Dear colleague,

At 4.2 K the conductance of a silicon tunnel diode rises in steps at biases set by phonon energies, and each step gives a line in $d^2I/dV^2$ whose thermal width is $5.44\,k_BT/q$. The smallest model that produces both facts has two flat electron bands and one oscillator. I solve it here in closed form, put in numbers, and then estimate what the flat bands leave out, so that you know which features of a trace to trust.

**Why a phonon is needed**

Electrons on the n side occupy the six conduction valleys, typically about 85 % of the way from $\Gamma$ to X. The empty states on the p side lie at the valence-band top at $\Gamma$. A smooth junction field cannot supply that wavevector $k_0$, and a phonon can. The momentum-conserving alternative is to tunnel across the direct gap. The compiled gaps are 1.12 eV for the fundamental one (300 K, Wing 2021) and 3.35 eV for the direct one (Tiago 2004). The exponent of a triangular barrier scales as $E_g^{3/2}$, so at equal mass and field the direct exponent is 5.2 times larger, and I drop that channel. For the phonons at $k_0$ I use the typical energies $\hbar\omega_{TA}=18$ meV and $\hbar\omega_{TO}=58$ meV. The compiled zone-centre optical frequency, 517 cm$^{-1}$ (300 K, Ioffe Institute), is 64.1 meV. That phonon carries no wavevector, so in an ideal crystal it cannot open a threshold alone. It can accompany a TO phonon, near 122 meV, in a higher order that I do not treat.

**Conventions**

$q>0$ is the elementary charge. Forward bias is $V>0$, with $\mu_n-\mu_p=qV$. $I>0$ means net electron flow from n to p. $f(E)=1/(e^{E/k_BT}+1)$, and $N$ is the mean phonon number, equal to $1/(e^{\hbar\omega/k_BT}-1)$ in equilibrium.

**Two levels and one oscillator**

Take one level $\varepsilon_n$, one level $\varepsilon_p$ and one mode:

$$H=\varepsilon_n c_n^\dagger c_n+\varepsilon_p c_p^\dagger c_p+\hbar\omega\, b^\dagger b+t\,(c_p^\dagger c_n+c_n^\dagger c_p)(b+b^\dagger).\tag{1}$$

There is no hopping without the phonon, which is how the model represents the indirect gap. In the crystal a hop from n to p emits at $+k_0$ or absorbs at $-k_0$. The two modes have the same frequency, and one oscillator stands for both as long as their occupations are equal.

Start with the electron on n and $m$ phonons. The coupling reaches $|p,m+1\rangle$ with element $t\sqrt{m+1}$ and $|p,m-1\rangle$ with element $t\sqrt m$. To order $t^2$ the probability of being on p after a time $\tau$ is

$$P=4t^2\left[(m+1)\frac{\sin^2(\Delta_-\tau/2\hbar)}{\Delta_-^2}+m\,\frac{\sin^2(\Delta_+\tau/2\hbar)}{\Delta_+^2}\right],\qquad \Delta_\mp=\varepsilon_n-\varepsilon_p\mp\hbar\omega .\tag{2}$$

Since $\int 4\sin^2(\Delta\tau/2\hbar)\,\Delta^{-2}\,d\Delta=2\pi\tau/\hbar$, each term acts at long times as $(2\pi\tau/\hbar)\,t^2\,\delta(\Delta_\mp)$ times its phonon factor. Averaging over $m$ turns $m+1$ and $m$ into $N+1$ and $N$.

**Two flat bands**

Replace each level by a band of constant density of states, $\rho_n$ or $\rho_p$, held in equilibrium at its own chemical potential, with the same $t$ for every pair. A hop needs a filled initial state and an empty final state. For emission from n to p let $E$ be the final energy measured from $\mu_p$. The initial energy measured from $\mu_n$ is then $E-x$ with $x=qV-\hbar\omega$. The algebraic identity

$$f(E-x)\,[1-f(E)]=\frac{f(E-x)-f(E)}{1-e^{-x/k_BT}}\tag{3}$$

and $\int[f(E-x)-f(E)]\,dE=x$ give the phase space

$$g(x)=\int f(E-x)[1-f(E)]\,dE=\frac{x}{1-e^{-x/k_BT}}.\tag{4}$$

The four processes differ only in $x$: $qV-\hbar\omega$ and $qV+\hbar\omega$ for emission and absorption from n to p, and $-qV-\hbar\omega$ and $-qV+\hbar\omega$ for emission and absorption from p to n. Hence

$$I=\frac{G_1}{q}\Big\{(N+1)\big[g(qV-\hbar\omega)-g(-qV-\hbar\omega)\big]+N\big[g(qV+\hbar\omega)-g(-qV+\hbar\omega)\big]\Big\},\tag{5}$$

with $G_1=2\pi q^2t^2\rho_n\rho_p/\hbar$ per spin and per transverse channel, to be summed over both. Equation (5) is the exact order-$t^2$ current of the model. Higher orders are small when $4\pi^2t^2\rho_n\rho_p\ll1$, which holds for an opaque barrier. Several branches add, each with its own $G_1$. The model does not fix the ratio of the TA and TO strengths.

**A shorter form**

Write $g(x)=x/2+h(x)$ with the even function $h(x)=(x/2)\coth(x/2k_BT)$. The parts $x/2$ in (5) add up to $(2N+1)\,qV$. In the $h$ parts the terms proportional to $N$ cancel, because $h(-qV+\hbar\omega)=h(qV-\hbar\omega)$ and $h(-qV-\hbar\omega)=h(qV+\hbar\omega)$. So

$$I=\frac{G_1}{q}\Big\{(2N+1)\,qV+h(qV-\hbar\omega)-h(qV+\hbar\omega)\Big\}.\tag{6}$$

Three statements follow.

*Zero bias.* $I$ is odd in $V$ and vanishes at $V=0$. For flat bands this holds for any $N$. For a general transmission $W(E)$, pair each forward emission with the backward absorption between the same two states. With equilibrium phonons the ratio of backward to forward rate is $e^{-\hbar\omega/k_BT}\,e^{(E-x)/k_BT}\,e^{-E/k_BT}=e^{-qV/k_BT}$. The other pair gives the same ratio, so $I(0)=0$ survives any $W$. With hot phonons and an energy-dependent $W$ it need not survive.

*Steps.* As the electron temperature goes to zero, $h(x)\to|x|/2$. The conductance is then $2NG_1$ for $|qV|<\hbar\omega$ and $(2N+1)G_1$ outside. The step height is $G_1$ whatever $N$ is. It comes from spontaneous emission. The stimulated terms only add the ohmic piece $2NG_1V$, because for flat bands the onset of stimulated emission at the threshold is cancelled by the loss of backward absorption there. With equilibrium phonons the zero-bias conductance is

$$G(0)=G_1\,\frac{s_0}{\sinh^2 s_0},\qquad s_0=\frac{\hbar\omega}{2k_BT}.\tag{7}$$

*Lines.* For bias-independent $N$,

$$\frac{d^2I}{dV^2}=\frac{qG_1}{k_BT}\,\big[\varphi(y_-)-\varphi(y_+)\big],\qquad y_\mp=\frac{qV\mp\hbar\omega}{k_BT},\tag{8}$$

$$\varphi(y)=\frac{s\coth s-1}{2\sinh^2 s},\qquad s=\frac y2 .\tag{9}$$

There is a positive peak at $+\hbar\omega/q$ and a negative one at $-\hbar\omega/q$.

**The line shape**

Differentiating the integral in (4) twice shows that $\varphi$ is the convolution of two functions $-f'$, one from the filled edge on one side and one from the empty edge on the other. It is even, has unit area, starts as $1/6-y^2/60$, and falls as $(|y|-2)e^{-|y|}$. Half maximum requires $(s\coth s-1)/\sinh^2s=1/6$, whose root is $s=1.360$. The full width in $y$ is $4s$:

$$\Delta(qV)_{1/2}=5.44\,k_BT .\tag{10}$$

This is the width of $5.4\,k_BT$ known from the inelastic tunnelling work of Lambe and Jaklevic (1968). One function $-f'$ has full width $4\ln(1+\sqrt2)\,k_BT=3.53\,k_BT$ and variance $(\pi^2/3)(k_BT)^2$. Variances add under convolution, so the line has an rms width $\pi\sqrt{2/3}\,k_BT=2.565\,k_BT$. Full widths do not add so simply. Two widths of $3.53$ in quadrature give $4.99$, and a Gaussian with the correct variance has a full width of $6.04$. Neither equals $5.44$, so please fit (9) and not a Gaussian if you want a temperature from the width.

**Numbers at 4.2 K**

Here $k_BT=5.80\times10^{-23}$ J $=0.3619$ meV. The ratios $\hbar\omega/k_BT$ are 49.7 (TA) and 160.3 (TO), so $N=2.5\times10^{-22}$ and $2.5\times10^{-70}$. Only spontaneous emission is left, and in forward bias (5) reduces to $I=(G_1/q)\,g(qV-\hbar\omega)$ for each branch. The TA contribution is:

| $V$ (mV) | $I/G_1$ (mV) | $G/G_1$ | $I''/G_1$ (mV$^{-1}$) |
|---|---|---|---|
| 16 | 0.008 | 0.018 | 0.040 |
| 17 | 0.067 | 0.131 | 0.225 |
| 18 | 0.362 | 0.500 | 0.460 |
| 19 | 1.067 | 0.869 | 0.225 |
| 20 | 2.008 | 0.982 | 0.040 |

The TO contribution has the same entries at 56 to 60 mV, in units of its own $G_1$. The model's line width is 1.97 mV, its rms width is 0.928 mV, and its conductance climbs from 10 % to 90 % of the step over $6.38\,k_BT/q=2.31$ mV. Three readings of the threshold coincide: the peak of $I''$, the half height of the conductance step, and the zero intercept of the straight part of $I(V)$. The visible foot of the step is not a fourth one, since the conductance already stands at 13 % of the step 1 mV below threshold.

The two lines are 40 mV apart, or 20 line widths, so they do not disturb each other. The width equals that spacing at 85 K. At 77 K it is 36.1 mV, and for the TA branch (7) gives $G(0)=0.41\,G_1$ against $(2N+1)G_1=1.14\,G_1$ at large bias. The gap in the conductance is then partly filled. At 4.2 K the same formula gives $G(0)=2.5\times10^{-20}\,G_1$.

**Where the general statement needs care: band edges**

A tunnel diode has finite degeneracies $\zeta_n=\mu_n-E_c$ and $\zeta_p=E_v-\mu_p$. Keep the bands flat, but cut the n band off below $E_c$ and the p band above $E_v$. Forward emission then has $x-\zeta_n<E<\zeta_p$, and (3) still integrates in closed form. With $\beta=1/k_BT$ and $x<\zeta_n+\zeta_p$,

$$g_{\rm box}(x)=\frac{k_BT}{1-e^{-\beta x}}\,\ln\frac{(1+e^{\beta\zeta_n})(1+e^{-\beta\zeta_p})}{(1+e^{\beta(\zeta_n-x)})(1+e^{\beta(x-\zeta_p)})},\tag{11}$$

and $g_{\rm box}=0$ beyond. At low temperature and for $\zeta_n<\zeta_p$ this is a trapezoid. It equals $x$ up to $\zeta_n$, stays at $\zeta_n$ up to $\zeta_p$, and falls as $\zeta_n+\zeta_p-x$ to zero. The falling side is the model's version of the negative resistance. At threshold the missing part is $k_BT(e^{-\beta\zeta_n}+e^{-\beta\zeta_p})$ to leading order. I assume $\zeta_n=70$ meV and $\zeta_p=130$ meV, typical of doping near $10^{26}$ m$^{-3}$. Then $\beta\zeta_n=193$, and the edges leave the lines untouched.

The edges do add features of their own. The corners at $qV=\hbar\omega+\zeta_n$ and $\hbar\omega+\zeta_p$ give negative peaks in $I''$, at 88 and 148 mV for TA and at 128 and 188 mV for TO, and the branches shut off at 218 and 258 mV. In (11) each negative peak is a single $-f'$, of width $3.53\,k_BT$, because one Fermi edge meets a sharp band edge. Real edges rise gradually and carry impurity tails, so expect broad negative curvature in place of sharp dips. If the smaller degeneracy were 40 meV, the first TA corner would fall on the TO line. In reverse bias the electrons leave states below $\mu_p$ and enter states above $\mu_n$, no edge intervenes, and the reverse trace is free of these features.

**Where it needs care: the transmission**

Let the kernel vary linearly near a threshold,

$$W=W_0\,[1+a\,(E_n-\mu_n)+b\,(E_p-\mu_p)+c\,x].$$

The weight $f(E-x)[1-f(E)]$ is symmetric about $E=x/2$. So $E_p-\mu_p$ averages to $x/2$ and $E_n-\mu_n$ to $-x/2$, exactly, and

$$I\propto\Big(1+\frac{x}{\epsilon}\Big)g(x),\qquad\frac1\epsilon=\frac{b-a}{2}+c .\tag{12}$$

With $\lambda=k_BT/\epsilon$ the second derivative is proportional to $(1+\lambda y)\varphi+2\lambda g'$, where $g'$ is the smoothed unit step and $dg'/dy=\varphi$. Its slope near $y=0$ is $3\lambda\varphi(0)+y\,\varphi''(0)=\lambda/2-y/30$. The maximum therefore moves to $y=15\lambda$:

$$\delta(qV)=\frac{15\,(k_BT)^2}{\epsilon},\tag{13}$$

and the line sits on a background step whose size relative to the peak is $2\lambda/(1/6)=12\,k_BT/\epsilon$.

One contribution to $\epsilon$ comes from the junction field. For an abrupt junction the field scales as $(\Phi-qV)^{1/2}$ with $\Phi=E_g+\zeta_n+\zeta_p=1.32$ eV, using the 300 K gap, which suffices for this estimate. The exponent in $W\propto e^{-B}$ scales as the inverse field, so $d\ln W/d(qV)=-B/2\Phi$ near zero bias. With an assumed $B=10$, $\epsilon=-264$ meV. The model's forward peak then shifts by $-0.007$ mV, and the background step is 1.6 % of the peak in magnitude. Densities of states vary on the scale of the degeneracies and may shorten $\epsilon$. For an assumed $|\epsilon|=50$ meV the shift is 0.04 mV and the step is 8.7 %. Across one line the transmission is indeed slow, and (9) holds to that accuracy.

Across the whole trace it is not slow. Compare the forward and reverse step heights. At both thresholds $E_n=\mu_n$ and $E_p=\mu_p$, so the $a$ and $b$ terms drop out and the $\epsilon$ of (12) does not in general set the ratio. Two things differ between the thresholds. One is the field, which scales as $(\Phi\mp\hbar\omega)^{1/2}$ at $qV=\pm\hbar\omega$. The other is the gap to be tunnelled. The turning point of a conduction state at $E_n$ and that of a valence state at $E_p$ lie a distance $(E_g+E_p-E_n)/qF$ apart in a field $F$. Forward emission has $E_p=E_n-\hbar\omega$ and reverse emission has $E_p=E_n+\hbar\omega$, so the effective gap is $E_g\mp\hbar\omega$. With the $3/2$ power of the triangular barrier the exponent is proportional to $(E_g\mp\hbar\omega)^{3/2}/(\Phi\mp\hbar\omega)^{1/2}$. To first order in $\hbar\omega$ the ratio of forward to reverse heights is then $\exp[B\hbar\omega\,(3/E_g-1/\Phi)]$, where $B$ is the exponent for the gap $E_g$ at zero bias. For $B=10$ the field factor is 0.87 for TA and 0.64 for TO, the gap factor is 1.6 and 4.7, and the ratio is 1.4 and 3.0, so the forward step is the larger one. These are the model's numbers, from the exponent alone, and move with $B$, but they show that the exact antisymmetry of (8) should not be expected in the heights. For the positions the asymmetry helps. In reverse emission, with $x=-qV-\hbar\omega$, the averages of $E_n-\mu_n$ and $E_p-\mu_p$ change sign and so does the bias term. Thus $\epsilon\to-\epsilon$ if the logarithmic slopes are the same at both thresholds, and the mean of the forward and reverse values of $|V|$ cancels the shift (13). A series resistance $R_s$ is different. It moves both peaks outward by $|I|R_s$, and it has to be found separately.

**What widens the line**

*Modulation.* With a bias $V+V_m\cos\theta$ the second-harmonic amplitude is $\pi^{-1}\int_0^{2\pi}I\cos2\theta\,d\theta$. Substituting $v=V_m\cos\theta$ and integrating by parts twice gives

$$I_{2}=\frac{2}{3\pi V_m^2}\int_{-V_m}^{V_m}I''(V+v)\,(V_m^2-v^2)^{3/2}\,dv .\tag{14}$$

The kernel has full width $2V_m\sqrt{1-2^{-2/3}}=1.22\,V_m$, where $V_m$ is the amplitude and not the rms value, and variance $V_m^2/6$. For $V_m=0.5$ mV its rms width is 0.204 mV, and the total rms width grows by 2.4 %.

*Phonon dispersion.* This is the neglected term that competes with the thermal width. The Fermi seas have a finite extent in wavevector, so the phonons come from a region of size $\Delta k$ around $k_0$, and (8) is convolved with their energy distribution. For an assumed group velocity of $10^3$ m/s and an assumed $\Delta k=10^9$ m$^{-1}$, the product $\hbar v\,\Delta k$ is 0.66 meV. Read as an rms spread, it raises the rms width from 0.928 to 1.14 mV, by 23 %. An asymmetric distribution also moves the peak, possibly by a comparable amount and by much more than (13). The peak therefore gives a weighted phonon energy near $k_0$, and not the energy at one point of the zone.

*Hot phonons.* A bias-dependent $N(V)$ enters (6) only through $2N(V)G_1V$. It changes the smooth background and can add structure above a threshold, but it does not rescale the thermal line.

**What to expect of the real diode**

The model's 1.97 mV is a floor. As typical knowledge and not as a measurement, phonon lines of silicon diodes at helium temperature are a few millivolts wide, so the purely thermal width can fall short by some tens of per cent and up to roughly a factor of two. The model's $G(0)$ misses by many orders of magnitude on the low side. Real diodes typically conduct visibly below the TA threshold, because scattering by dopants and defects supplies the wavevector elastically and band-tail states add further paths. Such a channel adds a smooth term to $I$ and, as long as it is smooth, no line to $I''$.

The test that separates the thermal part needs no knowledge of the other widths. Subtract the background, take the variance $\sigma_V^2$ of the TA line at several temperatures at fixed $V_m$, and plot it against $T^2$. Convolution requires

$$\sigma_V^2=\frac{2\pi^2}{3}\Big(\frac{k_BT}{q}\Big)^2+\frac{V_m^2}{6}+\sigma_{\rm ph}^2 ,\tag{15}$$

where $\sigma_{\rm ph}$ is the rms phonon spread divided by $q$. The slope is $4.89\times10^{-8}$ V$^2$/K$^2$ and contains no material parameter. The intercept, less $V_m^2/6$, is the spread of the phonons and of whatever else is independent of temperature. A temperature dependence that departs from this slope points first to an electron temperature in the junction that differs from the reading of your thermometer.